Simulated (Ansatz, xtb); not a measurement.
**Ligand exchange: C2H9NSi + C3H10Si → C2H10Si2 + C3H9N**

Species: C2H9NSi `CC[SiH2]N`, singlet; C3H10Si `CC(C)[SiH3]`, singlet; C2H10Si2 `CC[SiH2][SiH3]`, singlet; C3H9N (isopropylamine) `CC(C)N`, singlet. The partners trade NH2 for SiH3: Si–NH2 and C–SiH3 bonds give way to Si–SiH3 and C–NH2.

Shapes, held fixed at every level: PBE0-D4/def2-TZVP. Flexible molecules stand in one conformer, not always the lowest. Programs: Ansatz 0.2.0, xtb 6.7.1, xtb 6.7.1 later snapshot. The zero-point and thermal change to 298 K, harmonic and unscaled (PBE0-D4/def2-TZVP), is +3.4 kJ/mol.

| level | kind | ΔH(298 K) (kJ/mol) | less CCSD(T)/CBS estimate |
| --- | --- | --- | --- |
| GFN1-xTB | semi-empirical | +125.5 | +27.6 |
| SPW92/def2-TZVPP | LDA | +79.9 | -18.0 |
| B3LYP-D4/def2-TZVPP | global hybrid | +95.6 | -2.3 |
| r2SCAN0-D4/def2-TZVPP | global hybrid | +95.5 | -2.4 |
| MP2/def2-SVP | perturbation theory | +87.0 | -10.9 |
| MP2/def2-TZVPP | perturbation theory | +107.1 | +9.2 |
| CCSD(T)/def2-SVP | coupled cluster or CI | +75.4 | -22.5 |
| CCSD/def2-SVP | coupled cluster or CI | +77.1 | -20.8 |
| CCSD(T)/CBS estimate | coupled cluster or CI | +97.9 | 0.0 |

The highest level, CCSD(T)/CBS estimate, gives ΔH(298 K) = +97.9 kJ/mol; the levels span +75.4 to +125.5. The column of differences is taken from that level and isn't an error. No measured value is set beside it here. The CBS estimate extrapolates MP2 from def2-TZVPP and def2-QZVPP and adds CCSD(T) − MP2 in the triple-zeta set, cores frozen.

The exchange is clearly endothermic, and every level agrees on the sign. With a zero-point and thermal change of only +3.4 kJ/mol, the cost is essentially electronic. The reactants hold silicon in two polar bonds, to nitrogen and to carbon, and the strong Si–N bond gains from the large electronegativity difference and probably from some lone-pair donation into σ* orbitals on silicon. The products replace these with a weak, nonpolar Si–Si bond, which the new C–N bond cannot offset.

The low coupled-cluster values in the small basis reflect mainly the basis, not missing correlation: MP2 rises from +87.0 to +107.1 kJ/mol on going to triple-zeta, while triples barely matter in the small set. Flexible polarisation functions are probably needed most for the polar Si–N bond. MP2 lies above CCSD(T) in the same small basis, so its closer result there owes much to compensating errors. Both global hybrids fall near the highest level, but one reaction doesn't establish their reliability for silicon–nitrogen chemistry generally.
